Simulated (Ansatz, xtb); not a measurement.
## Relative energy of two isomers of C4H8O2Si2

Structure X is `C=CC#C[Si@H](O)O[SiH3]`, a singlet and structure Y is `C#C[Si@]1(O)CC[SiH2]O1`, a singlet. Both are isolated molecules in the gas phase, relaxed with B3LYP/def2-SVP; each stands in its lowest conformer found.

Estimate E(Y) − E(X) at the level CCSD(T)/def2-SVP + ΔMP2/def2-TZVPP.

Calculated at CCSD(T)/def2-SVP + ΔMP2/def2-TZVPP: E(Y) − E(X) = −100.9 kJ/mol, so structure Y lies lower.

The same difference at several levels:

```tsv
level	geometry	E(Y) − E(X) (kJ/mol)	departure from the last row (kJ/mol)	job, with rough time for the two
GFN2-xTB	GFN2-xTB	+19.0	+119.9	optimisation, 0.31 s
HF/STO-3G	GFN2-xTB	−236.7	−135.8	single point, 0.5 s
r2SCAN-D4/def2-SVP	GFN2-xTB	−100.4	+0.5	single point, 4.6 s
B3LYP/def2-SVP	B3LYP/def2-SVP	−73.1	+27.8	optimisation, 1.7 min
HF/def2-SVP	B3LYP/def2-SVP	−64.7	+36.3	part of the CCSD(T) run
MP2/def2-SVP	B3LYP/def2-SVP	−97.8	+3.1	part of the CCSD(T) run
CCSD(T)/def2-SVP	B3LYP/def2-SVP	−87.1	+13.8	single point
CCSD(T)/def2-SVP + ΔMP2/def2-TZVPP	B3LYP/def2-SVP	−100.9		single point, 2.4 min
```

As drawn, Y has 2 C–Si, 2 C–H in place of 1 C=C, 2 Si–H. Structure X has no ring, Y a 5-membered ring.

GFN2-xTB puts the two in the other order. The largest departure from CCSD(T)/def2-SVP + ΔMP2/def2-TZVPP is that of HF/STO-3G, 135.8 kJ/mol. A small imaginary or near-zero mode remains, so no thermal terms are given. The last row adds to CCSD(T) the change of the MP2 difference between the two basis sets, here −13.8 kJ/mol, a large step that makes the value less sure.

The correlated steps freeze 16 core orbitals. Run with Ansatz 0.2.0, xtb 6.7.1; the last row on 4 threads of Arm Neoverse V1 on a shared host.

The cyclic isomer Y is clearly the lower in electronic energy: every level except GFN2-xTB gives that order, though the size of the gap is less settled than its sign. The main driving force is probably the exchange of a whole C=C double bond and two Si–H bonds for two C–H and two C–Si σ bonds. This goes beyond the balance of alkene hydrosilylation, which is exothermic but keeps the C–C σ bond and uses only one Si–H bond. Y pays for this by losing the enyne conjugation of X and by closing the Si–O–Si angle, which prefers to be wide, within a five-membered ring. These costs are evidently outweighed.

Correlation adds to the preference for Y, from −64.7 kJ/mol with HF to −87.1 kJ/mol with CCSD(T) in the same basis, probably because the compact saturated ring gains more medium-range correlation than the open chain. The closeness of MP2/def2-SVP to the final value is a cancellation, since its overshoot of CCSD(T) nearly matches the basis-set step. The energy gap implies no easy conversion of X into Y, which would require extensive bond reorganisation.
